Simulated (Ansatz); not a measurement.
A series in volume scale on NbTe

All results are calculated (Ansatz 0.2.0). Free energy against uniform scaling of the volume at fixed shape and fractions; periodic cell, basis, potentials, k mesh and filling as listed.

The cell before it is scaled or strained (space group P-6m2, No. 187):
```
NbTe
1.0
      3.7030     0.0000     0.0000
     -1.8515     3.2069     0.0000
      0.0000     0.0000     3.6942
Nb Te
1 1
Direct
  0.00000 0.00000 0.50000
  0.66667 0.33333 0.00000
```

Settings of every row: functional PBE; dispersion none; potentials PAW; wave cutoff 450 eV; density cutoff 1800 eV; k mesh 9x9x8; k shift 0x0x0; occupations gaussian; smearing width 0.1 eV; spin none.

Limits: coarse k mesh, up to 40 meV an atom off; no spin-orbit coupling, which can matter with elements this heavy; the cell comes from a prototype or a list of computed structures and needn't be the stable phase.

```
row  volume scale  V (Å³/atom)  energy above lowest point (meV/atom)
  1          0.88       19.302                                 140.2
  2          0.92        20.18                                    55
  3          0.96       21.057                                    11
  4             1       21.935                                     0
  5          1.04       22.812                                     ?
  6          1.08       23.689                                  51.3
  7          1.12       24.567                                 103.9
```

Question: what energy above lowest point should row 5 give?

Worked fit of energy above lowest point. Take u = (V_r/V)^(2/3) − 1 with V_r = 21.496 Å³ an atom, which is twice the finite (Eulerian) strain; such expansions in the strain, on which the Birch-Murnaghan equation of state is built, carry the rest volume and the bulk modulus. The shown rows have u = 0.07441, 0.04302, 0.01385, -0.01339, -0.06271, -0.08518. Least squares give energy above lowest point = 1.89 + 394.1 × u + 19224 × u² + 6247 × u³ meV/atom; a parabola predicts inner rows, each left out in turn, worse (root mean square 0.95 against 0.14 meV/atom). The rows lie off it by 0.0, 0.1, -0.1, 0.0, 0.1, 0.0. Its lowest point lies at u = -0.0103, or V = 21.83 Å³ an atom, and the curvature there gives the bulk modulus at fixed shape and fractions, B = (4/9)(1 + u)² E″(u)/V = 122 GPa. Letting shape and atoms relax would as a rule lower it, by much in layered, chain or molecular crystals. The withheld row has u = -0.03884, so the fit gives 1.89 + 394.1 × (-0.03884) + 19224 × (-0.03884)² + 6247 × (-0.03884)³ = 15.2 meV/atom.

The calculation gave 15.2 meV/atom. The fit meets it to the printed digit.
